**Q:** I have a B3LYP-D4 curve for swinging the N–H hydrogen in this molecule. It agrees with CCSD(T) at the minimum and stays within about 6 meV when I open the angle. Can I trust it when I close the angle?

**A:** Not to the same degree. At 96.5°, the narrow end, B3LYP-D4 lies 22 meV above CCSD(T), while at 156.5° it lies 6 meV below. The agreement at 126.5° carries no weight, because every curve is counted from the same structure, which lies almost exactly there. What the table can test is how the curves climb away from that point.

Calculated values. Gas-phase energies of AlH3LiN (SMILES [Li][NH][AlH2]) from Ansatz 0.2.0 in the def2-TZVPP basis, with frozen cores in CCSD(T) and MP2. The bend H4-N2-Al3 (atoms in SMILES order, hydrogens last) is scanned rigidly from the PBE0-D4/def2-TZVP minimum at 126.5°, whose energy is the zero for each method.

```csv
bend (°),CCSD(T) (eV),PBE-D4 (eV),r2SCAN-D4 (eV),B3LYP-D4 (eV),MP2 (eV),T1 diagnostic
96.5,0.2771,0.2748,0.2737,0.2994,0.2757,0.015
104.0,0.1497,0.1496,0.1485,0.1654,0.1489,0.015
111.5,0.0633,0.0640,0.0631,0.0728,0.0631,0.015
119.0,0.0144,0.0151,0.0144,0.0186,0.0145,0.015
126.5,0.0000,0.0000,0.0000,0.0000,0.0000,0.015
134.0,0.0172,0.0161,0.0171,0.0142,0.0168,0.015
141.5,0.0629,0.0602,0.0625,0.0579,0.0616,0.015
149.0,0.1333,0.1287,0.1325,0.1272,0.1309,0.014
156.5,0.2243,0.2177,0.2229,0.2179,0.2208,0.014
```

**Q:** An error that is largest at the end of the scan looks like a method breaking down at strong distortion. Is it?

**A:** The percentages say otherwise. At 96.5° the B3LYP-D4 error is 8 % of the bending energy, but at 119.0°, close to the minimum, it is 29 %. On the other side it goes from −3 % at 156.5° to −17 % at 134.0°. In relative terms the method does worst where the molecule is hardly distorted, so the fault is already present at equilibrium.

**Q:** What kind of fault behaves like that?

**A:** Think of two limiting cases. Let $d$ be the bend minus 126.5° and $E$ the CCSD(T) energy, which is roughly $a d^2$ with a constant $a$. If a method only made the bend too stiff, its error would be a fixed fraction of $E$: the same percentage at every angle and the same sign on both sides.

Now let the method have the right stiffness but put the minimum at an angle wider by $\delta$. Its energy, counted from the common zero, is $a(d-\delta)^2 - a\delta^2$, so its error is $-2a\delta d$. This is positive on the narrow side and negative on the wide side. Divided by $E$ it becomes $-2\delta/d$, which grows without bound towards the minimum. The B3LYP-D4 column resembles this second case.

**Q:** Can I get the displacement by hand?

**A:** Yes, from two rows equally far from 126.5°. At 111.5° and 141.5° the errors are +9.5 and −5.0 meV. Half their difference is $(9.5+5.0)/2 \approx 7.3$ meV, and in this difference a stiffness error drops out, because it is nearly the same on both sides.

This half-difference equals $2a\delta|d|$, with $|d| = 15°$. The mean CCSD(T) energy of the two rows, 63 meV, equals $a d^2$. Dividing one by the other gives $\delta \approx 15° \times 7.3/(2\times 63) \approx 0.9°$. On this rigid curve, B3LYP-D4 therefore puts the minimum nearly one degree wider than CCSD(T) does.

**Q:** A pure displacement should give errors of equal size on the two sides. Why 22 meV at one end and only 6 at the other?

**A:** There are two reasons, and they work together. First, the CCSD(T) curve is lopsided: it climbs more steeply when the hydrogen is pushed towards aluminium. Sliding a steep wall sideways changes the energy more than sliding a gentle slope, so the displacement costs +17 meV at the narrow end and −11 meV at the wide end.

Second, B3LYP-D4 also makes the bend about 2 % too stiff, which adds roughly 5 meV at either end. On the narrow side the two errors add up; on the wide side they partly cancel. The good agreement that you saw on opening the angle owes something to this cancellation.

**Q:** How firm is that division?

**A:** It comes from fitting two constants, a displacement and a change of stiffness, to the B3LYP-D4 errors of all nine rows, with the slope taken from a smooth curve through the CCSD(T) energies. The typical misfit is 0.3 meV and the worst is 0.4 meV, at 96.5°. The fitted displacement is 0.8°. The two rows of the hand estimate were part of this fit, so its agreement with the 0.9° found by hand is a check of the arithmetic, not a prediction. The displacement is the firmer of the two constants. If the lopsidedness is left out and a plain parabola is used for both parts, the errors are followed about as closely, with nearly the same displacement but a stiffness error of about 3 % instead of 2 %. How much of the unevenness comes from the steep side and how much from the stiffness is therefore less certain. All errors are also relative to CCSD(T) in the def2-TZVPP basis. Its own basis-set error is not known here and could move the reference minimum too, so the displacement is a departure from this reference, not necessarily from the real molecule. The printed output follows this exchange.

**Q:** Would it help to count the B3LYP-D4 energies from B3LYP-D4's own minimum?

**A:** Hardly. Near a minimum the curve is flat, so moving the zero by a fraction of a degree changes the energies by less than 0.1 meV. The error lies mainly in the angle. Sliding the whole curve sideways would remove most of it on the narrow side, but at the wide end the stiffness error would then show.

**Q:** Why should a functional misplace a minimum by a degree and yet get the stiffness nearly right?

**A:** A minimum is the angle at which opposing forces balance. Electron pairs around nitrogen repel one another, the hydrogen resists being pressed against the aluminium side, and the attraction between charged atoms pulls in its own directions. If a method exaggerates one of these forces slightly, the balance moves until the restoring force makes up the difference. The displacement is the error in the force divided by the stiffness, so the same error moves a soft bend further than a stiff one. The stiffness itself says how quickly the restoring force grows with the angle. An extra force that stays nearly constant over the swing hardly changes that, so it moves the minimum and leaves the stiffness almost as it was.

**Q:** Which force does B3LYP-D4 exaggerate?

**A:** Here theory has to argue, because the energies give only the sum. As the angle closes, the hydrogen comes from about 2.5 to 2.1 Å from aluminium, and the electron clouds overlap more. B3LYP tends to make atoms that are close but not bonded to each other repel too strongly: its exchange part is usually too repulsive there, and its correlation part misses some of the attraction. The dispersion correction is damped at short range and probably restores little of it. Carrying this over to hydrogen and aluminium, which are both bonded to the same nitrogen, is an assumption. If it holds, the result is a push towards wider angles, which is the direction found.

An extra repulsion that depends only on the H···Al distance does reproduce the sign and the levelling off at wide angles. It follows the errors less closely, though, with a typical misfit of 0.7 meV. The same swing also moves the hydrogen relative to lithium, which leans back towards a hydrogen on aluminium, so I would not blame the aluminium contact alone. It is also possible, and untested here, that part of the push comes from holding the bonds and the other angles at PBE0 values that B3LYP would not choose.

**Q:** Could I have spotted the problem from one distorted structure?

**A:** You could have seen an error, but not what kind of error it is, and PBE-D4 shows why. At 156.5° it errs by −6.6 meV, practically the same as B3LYP-D4. Yet its minimum is displaced by only about 0.2°, and its bend is 2 % too soft instead of too stiff. Two different faults give the same number at that angle, and it takes more points, best on both sides of the minimum, to tell them apart.

Printed output of the fit:

```
fit of ec on 9 rows: coefficient of d 0.2792 +/- 0.016, coefficient of d**2 0.2789 +/- 0.00024, coefficient of d**3 -0.001286 +/- 2.2e-05; rms 0.29, worst 149.0 -0.488, leave-one-out rms 0.85
fit of eb on 9 rows: coefficient of g -0.841 +/- 0.0091, coefficient of ec 0.02072 +/- 0.00071; rms 0.254, worst 96.5 0.433, leave-one-out rms 0.489
fit of ep on 9 rows: coefficient of g -0.1772 +/- 0.0079, coefficient of ec -0.01991 +/- 0.00062; rms 0.222, worst 96.5 0.364, leave-one-out rms 0.44
fit of eb on 9 rows: coefficient of exp((r0 - r)/s) - 1 21.04 +/- 0.54, s 0.4988; rms 0.7, worst 111.5 -1.09, leave-one-out rms 1.59
Errors against CCSD(T) in meV and parts of the B3LYP error:
    row  B3LYP  B3LYP_percent   PBE  r2SCAN   MP2  shift_part  stiffness_part
   96.5   22.3          8.048  -2.3    -3.4  -1.4       16.99           5.741
  104.0   15.7          10.49  -0.1    -1.2  -0.8        12.2           3.102
  111.5    9.5          15.01   0.7    -0.2  -0.2       7.766           1.311
  119.0    4.2          29.17   0.7       0   0.1       3.701          0.2983
  126.5      0              0     0       0     0           0               0
  134.0     -3         -17.44  -1.1    -0.1  -0.4      -3.336          0.3564
  141.5     -5         -7.949  -2.7    -0.4  -1.3      -6.306           1.303
  149.0   -6.1         -4.576  -4.6    -0.8  -2.4      -8.912           2.762
  156.5   -6.4         -2.853  -6.6    -1.4  -3.5      -11.15           4.647
CCSD(T) minimum on the rigid curve, degrees: 126
B3LYP minimum from the model, degrees: 126.8
B3LYP minimum less CCSD(T) minimum, degrees: 0.841
B3LYP stiffness error, percent: 2.072
PBE minimum less CCSD(T) minimum, degrees: 0.1772
PBE stiffness error, percent: -1.991
energy change if B3LYP is counted from its own minimum, meV: 0.03232
change of PBE dispersion energy from minimum to 96.5, meV: -0.046
```
